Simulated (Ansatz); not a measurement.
# Pt: pressure against volume per atom

Results calculated with Ansatz 0.2.0 development build, not measured. Equation of state of a cubic crystal from periodic Kohn-Sham density functional theory without spin; pressure corrected for the finite basis.

Cell of the first row (space group Fm-3m, No. 225):
```
CELL_PARAMETERS angstrom
0.00000 1.93110 1.93110
1.93110 0.00000 1.93110
1.93110 1.93110 0.00000
ATOMIC_POSITIONS crystal
Pt 0.00000 0.00000 0.00000
```

Settings of every row: formula Pt; structure type fcc; functional r2SCAN; spin treatment none; k mesh 15x15x15; occupation method fermi-dirac; occupation width 0.1 eV; wave cutoff 730 eV; datasets hand-made PAW; density cutoff ratio 4; xc grid level 2.

Limits: the SCF threshold is loose for a stress in some rows; no spin-orbit coupling, which can matter with elements this heavy.

```
row  volume per atom (Å³)  pressure (GPa)  energy above lowest point (meV/atom)
  1                14.403          19.841                                 53.51
  2                14.873           8.801                                 12.06
  3                15.342               ?                                     ?
  4                15.812          -7.722                                 12.09
  5                16.282         -13.803                                 43.94
```

Question: what pressure should row 3 give?

Worked fit of pressure. Take u = (V_r/V)^(2/3) − 1 with V_r = 15.342 Å³ an atom, which is twice the finite (Eulerian) strain; such expansions in the strain, on which the Birch-Murnaghan equation of state is built, carry the rest volume and the bulk modulus. The shown rows have u = 0.043, 0.02091, -0.01992, -0.03887. Least squares give pressure = −0.2721 + 404.569 × u + 1462.57 × u² GPa; a straight line predicts inner rows, each left out in turn, worse (root mean square 1.4 against 0.069 GPa). The rows lie off it by 0.012, -0.026, 0.029, -0.015 (root mean square 0.022 GPa). The pressure vanishes at u = 0.0007, or V = 15.33 Å³ an atom, and there the bulk modulus at fixed shape and fractions is B = −V dP/dV = (2/3)(1 + u) dP/du = 271 GPa. The withheld row has u = 0, so the fit gives −0.2721 + 404.569 × (0) + 1462.57 × (0)² = -0.272 GPa.

The calculation gave -0.277 GPa. The fit lies 0.005 GPa (1.8 % of the value, 0.015 % of the column's range) above it; its largest miss of a shown row is 0.029 GPa.

The other values of row 3: energy above lowest point 0 meV/atom.
